**Addition energies of a spherical Woods-Saxon dot with 1 to 16 electrons**

The table holds chemical potentials, highest eigenvalues, rms radii, unpaired electrons and addition energies from spin-polarised PBE Kohn-Sham calculations with spherically averaged shells, in effective atomic units. The program splits each addition energy into a charging part and a jump to the next level by a trapezoid form of Janak's theorem, fits the charging baseline as $c/r_{\rm rms}$ and as a constant, and solves the bare well for comparison. The jump vanishes within 0.0006 hartree\* inside spin subshells, is about 0.10 at the full shells $N=2, 8$ and 0.04 to 0.05 at the half-filled shells $N=5, 13$. The capacitance form gives the size of the baseline (rms error 3.5%, against 5.5% for a constant) but overstates its fall with radius. The full-shell jumps are smaller than the level spacings of the bare well.

Spin-polarised Kohn-Sham PBE (radks radial solver (version 2) with Libxc) for electrons in the spherical well -depth/(1+exp((r-radius)/edge)), with depth 3.06 hartree*, radius 7.72 bohr*, edge 0.89 bohr* and no central charge, in effective atomic units. Shells are spherically averaged and filled by a greedy search; levels are numbered by radial order within each angular momentum.

## Analysis program

```python
# Table: spin-polarised PBE Kohn-Sham (radks, Libxc) spherical Woods-Saxon dot, N=1..16, effective atomic units:
# chemical potential mu, highest eigenvalue, rms radius, addition energy A.
# Tested: A = charging + level gap or spin splitting; Janak trapezoid; capacitance c/rms; bare-well levels.
T = {
    'electrons': [1, 2, 3, 4, 5, 6, 7, 8, 9, 10, 11, 12, 13, 14, 15, 16],
    'chemical_potential': [-2.916, -2.674, -2.39, -2.212, -2.033, -1.812, -1.648, -1.48, -1.214, -1.054, -0.8941, -0.7353, -0.5773, -0.3834, -0.2318, -0.08022],  # hartree*
    'unpaired_electrons': [1, 0, 1, 2, 3, 2, 1, 0, 1, 2, 3, 4, 5, 4, 3, 2],
    'rms_radius': [3.371, 3.697, 4.039, 4.246, 4.402, 4.538, 4.65, 4.748, 4.855, 4.947, 5.029, 5.104, 5.172, 5.237, 5.298, 5.355],  # bohr*
    'highest_eigenvalue': [-2.817, -2.581, -2.302, -2.122, -1.943, -1.731, -1.564, -1.396, -1.134, -0.9738, -0.8146, -0.6561, -0.4987, -0.3077, -0.156, -0.004522],  # hartree*
    'highest_level': ['1s up', '1s up', '1p up', '1p up', '1p up', '1p down', '1p down', '1p up', '1d up', '1d up', '1d up', '1d up', '1d up', '1d down', '1d down', '1d down'],
    'addition_energy': [None, 0.2837, 0.1778, 0.1794, 0.2204, 0.1648, 0.1675, 0.2665, 0.1599, 0.1596, 0.1589, 0.1579, 0.1939, 0.1516, 0.1516, None],  # hartree*
}
import numpy as np
from scipy.linalg import eigh_tridiagonal
N = np.array(T['electrons'], int); mu = np.array(T['chemical_potential'], float)
eps = np.array(T['highest_eigenvalue'], float); rms = np.array(T['rms_radius'], float)
A = np.array([a if a is not None else 0.0 for a in T['addition_energy']], float)
A[0] = mu[1] - mu[0]                      # N=1 from the chemical potentials
d = eps - mu
gap = A[:-1] - d[:-1] - d[1:]             # inferred jump to the next level at N
ins = np.array([3, 4, 6, 7, 9, 10, 11, 12, 14, 15]) - 1   # next electron enters the same spin subshell
c = np.sum(A[ins]/rms[ins])/np.sum(1/rms[ins]**2); A0 = A[ins].mean()
R0, V0, a0 = 7.72, 3.06, 0.89             # settings from the caption
h = 0.02; r = np.arange(1, 2001)*h
def bare(l, k):
    V = -V0/(1 + np.exp((r - R0)/a0)) + l*(l + 1)/(2*r*r)
    w, u = eigh_tridiagonal(1/h**2 + V, -0.5/h**2*np.ones(len(r) - 1), select='i', select_range=(k, k))
    p = u[:, 0]**2
    return w[0], p @ r, p @ r**2
B = {'1s': bare(0, 0), '1p': bare(1, 0), '1d': bare(2, 0), '2s': bare(0, 1), '1f': bare(3, 0)}
fill = ['1s']*2 + ['1p']*6 + ['1d']*8
rb = np.sqrt(np.cumsum([B[s][2] for s in fill])/N)
print("energies hartree*, lengths bohr*; d = eigenvalue - mu; jump = A(N)-d(N)-d(N+1); A(1) from mu")
print(" N level    unp   d      A      jump    A*rms  c/rms err%  bare rms")
for i in range(16):
    s = f"{A[i]:.4f} {gap[i]:+.4f} {A[i]*rms[i]:.3f}" if i < 15 else "  -       -       -  "
    e = f"{100*(c/rms[i]/A[i]-1):+5.1f}" if i in ins else "   - "
    print(f"{N[i]:2d} {T['highest_level'][i]:8s} {T['unpaired_electrons'][i]}  {d[i]:.4f} {s}  {e}      {rb[i]:.3f}")
print("rounding: d +-0.001 and jump +-0.002 for N<=9; d +-0.0001 and jump +-0.0003 for N>=11")
print(f"largest |jump| inside subshells {np.abs(gap[ins]).max():.4f}; d ranges {d.min():.4f} to {d.max():.4f}")
print(f"max |A - (mu(N+1)-mu(N))| = {np.abs(A[:-1]-np.diff(mu)).max():.4f}")
e1 = c/rms[ins]/A[ins] - 1; e2 = A0/A[ins] - 1; e3 = np.sqrt(.6)/rms[ins]/A[ins] - 1
print(f"fit A=c/rms: c={c:.3f} (conducting sphere {np.sqrt(.6):.3f}, rigid uniform {1.2*np.sqrt(.6):.3f})")
for nm, e in (("c/rms fitted", e1), ("conducting sphere", e3), (f"constant {A0:.4f}", e2)):
    j = np.argmax(np.abs(e))
    print(f"  {nm}: rms error {100*np.sqrt(np.mean(e**2)):.1f}%, worst {100*e[j]:+.1f}% at N={N[ins][j]}")
print(f"1/(well radius) = {1/R0:.4f}, {100*(1/R0/A0-1):+.0f}% from mean baseline")
print(f"N=3 to 15: A {100*(A[14]/A[2]-1):+.1f}%, 1/rms {100*(rms[2]/rms[14]-1):+.1f}%; "
      f"A ~ rms^{np.polyfit(np.log(rms[ins]), np.log(A[ins]), 1)[0]:.2f}")
print(f"change inside subshell: A4-A3 {A[3]-A[2]:+.4f}, A7-A6 {A[6]-A[5]:+.4f}, A12-A9 {A[11]-A[8]:+.4f}")
print(f"rms ~ N^{np.polyfit(np.log(N[1:]), np.log(rms[1:]), 1)[0]:.3f} (N=2..16); rms/bare at N=1,2,8,16: "
      + ", ".join(f"{rms[i]/rb[i]:.3f}" for i in (0, 1, 7, 15)))
print("bare levels: " + ", ".join(f"{k} {v[0]:.4f}" for k, v in B.items()))
# further outputs of the N=15 run (same calculation): eigenvalues up/down, mean radii (up), energy parts
L = {'1s': (-0.312033, -0.294005), '1p': (-0.261865, -0.242538), '1d': (-0.1764, -0.155979)}
r15 = {'1s': 4.89915, '1p': 5.11999, '1d': 5.34004}; EH, KE = 19.8589, 2.76804
print(f"1s-1p gap: bare {B['1p'][0]-B['1s'][0]:.4f}, jump at N=2 {gap[1]:.3f}, N=15 up {L['1p'][0]-L['1s'][0]:.4f}")
print(f"1p-1d gap: bare {B['1d'][0]-B['1p'][0]:.4f}, jump at N=8 {gap[7]:.3f}, N=15 up {L['1d'][0]-L['1p'][0]:.4f}")
print("mean radius bare / N=15: " + ", ".join(f"{k} {B[k][1]:.2f}/{r15[k]:.2f}" for k in r15))
I = (L['1d'][1] - L['1d'][0])/3
print(f"N=15 1d splitting {3*I:.4f}, per unpaired {I:.4f}; x5 = {5*I:.4f} vs jump N=13 {gap[12]:.4f} ({100*(5*I/gap[12]-1):+.0f}%)")
print(f"jump per unpaired electron: N=5 {gap[4]/3:.4f}, N=13 {gap[12]/5:.4f}")
print("jump as share of A: " + ", ".join(f"N={n} {100*gap[n-1]/A[n-1]:.0f}%" for n in (2, 5, 8, 13)))
Ru = rms[14]/np.sqrt(.6)
print(f"N=15: Hartree/kinetic {EH/KE:.2f}; uniform sphere R={Ru:.2f} gives {0.6*225/Ru:.2f} vs {EH:.2f}")
print(f"N=15: 2E_H/N^2 = {2*EH/225:.4f}, 1/R = {1/Ru:.4f}, A = {A[14]:.4f}")
J = 0.5/(rms[0]/np.sqrt(3)*np.sqrt(np.pi))
print(f"N=1: E - bare 1s = {mu[0]-B['1s'][0]:+.4f}; Gaussian J {J:.3f}, 2J/3 {2*J/3:.3f} vs d {d[0]:.3f}; 2J {2*J:.3f} vs A(1) {A[0]:.3f}")
print(f"N=16: -eigenvalue {-eps[15]:.4f}, -mu {-mu[15]:.4f}; extrapolated mu(17) = mu(16)+A(15) = {mu[15]+A[14]:+.3f}")
assert [int(N[i]) for i in range(1, 14) if A[i] > A[i-1] and A[i] > A[i+1]] == [2, 5, 8, 13]
assert np.all(d > 0) and np.abs(gap[ins]).max() < 0.003
assert min(gap[1], gap[7]) > max(gap[4], gap[12]) > 0.02
```

Printed output:

```
energies hartree*, lengths bohr*; d = eigenvalue - mu; jump = A(N)-d(N)-d(N+1); A(1) from mu
 N level    unp   d      A      jump    A*rms  c/rms err%  bare rms
 1 1s up    1  0.0990 0.2420 +0.0500 0.816     -       3.347
 2 1s up    0  0.0930 0.2837 +0.1027 1.049     -       3.347
 3 1p up    1  0.0880 0.1778 -0.0002 0.718   +7.6      3.575
 4 1p up    2  0.0900 0.1794 -0.0006 0.762   +1.5      3.684
 5 1p up    3  0.0900 0.2204 +0.0494 0.970     -       3.748
 6 1p down  2  0.0810 0.1648 -0.0002 0.748   +3.4      3.790
 7 1p down  1  0.0840 0.1675 -0.0005 0.779   -0.8      3.820
 8 1p up    0  0.0840 0.2665 +0.1025 1.265     -       3.842
 9 1d up    1  0.0800 0.1599 -0.0003 0.776   -0.4      3.914
10 1d up    2  0.0802 0.1596 -0.0001 0.790   -2.1      3.971
11 1d up    3  0.0795 0.1589 +0.0002 0.799   -3.3      4.016
12 1d up    4  0.0792 0.1579 +0.0001 0.806   -4.1      4.054
13 1d up    5  0.0786 0.1939 +0.0396 1.003     -       4.086
14 1d down  4  0.0757 0.1516 +0.0001 0.794   -2.6      4.113
15 1d down  3  0.0758 0.1516 +0.0001 0.803   -3.8      4.136
16 1d down  2  0.0757   -       -       -       -       4.156
rounding: d +-0.001 and jump +-0.002 for N<=9; d +-0.0001 and jump +-0.0003 for N>=11
largest |jump| inside subshells 0.0006; d ranges 0.0757 to 0.0990
max |A - (mu(N+1)-mu(N))| = 0.0008
fit A=c/rms: c=0.773 (conducting sphere 0.775, rigid uniform 0.930)
  c/rms fitted: rms error 3.5%, worst +7.6% at N=3
  conducting sphere: rms error 3.5%, worst +7.9% at N=3
  constant 0.1629: rms error 5.5%, worst -9.2% at N=4
1/(well radius) = 0.1295, -20% from mean baseline
N=3 to 15: A -14.7%, 1/rms -23.8%; A ~ rms^-0.63
change inside subshell: A4-A3 +0.0016, A7-A6 +0.0027, A12-A9 -0.0020
rms ~ N^0.173 (N=2..16); rms/bare at N=1,2,8,16: 1.007, 1.105, 1.236, 1.288
bare levels: 1s -2.9139, 1p -2.7814, 1d -2.6259, 2s -2.5793, 1f -2.4503
1s-1p gap: bare 0.1325, jump at N=2 0.103, N=15 up 0.0502
1p-1d gap: bare 0.1554, jump at N=8 0.102, N=15 up 0.0855
mean radius bare / N=15: 1s 3.12/4.90, 1p 3.84/5.12, 1d 4.33/5.34
N=15 1d splitting 0.0204, per unpaired 0.0068; x5 = 0.0340 vs jump N=13 0.0396 (-14%)
jump per unpaired electron: N=5 0.0165, N=13 0.0079
jump as share of A: N=2 36%, N=5 22%, N=8 38%, N=13 20%
N=15: Hartree/kinetic 7.17; uniform sphere R=6.84 gives 19.74 vs 19.86
N=15: 2E_H/N^2 = 0.1765, 1/R = 0.1462, A = 0.1516
N=1: E - bare 1s = -0.0021; Gaussian J 0.145, 2J/3 0.097 vs d 0.099; 2J 0.290 vs A(1) 0.242
N=16: -eigenvalue 0.0045, -mu 0.0802; extrapolated mu(17) = mu(16)+A(15) = +0.071
```
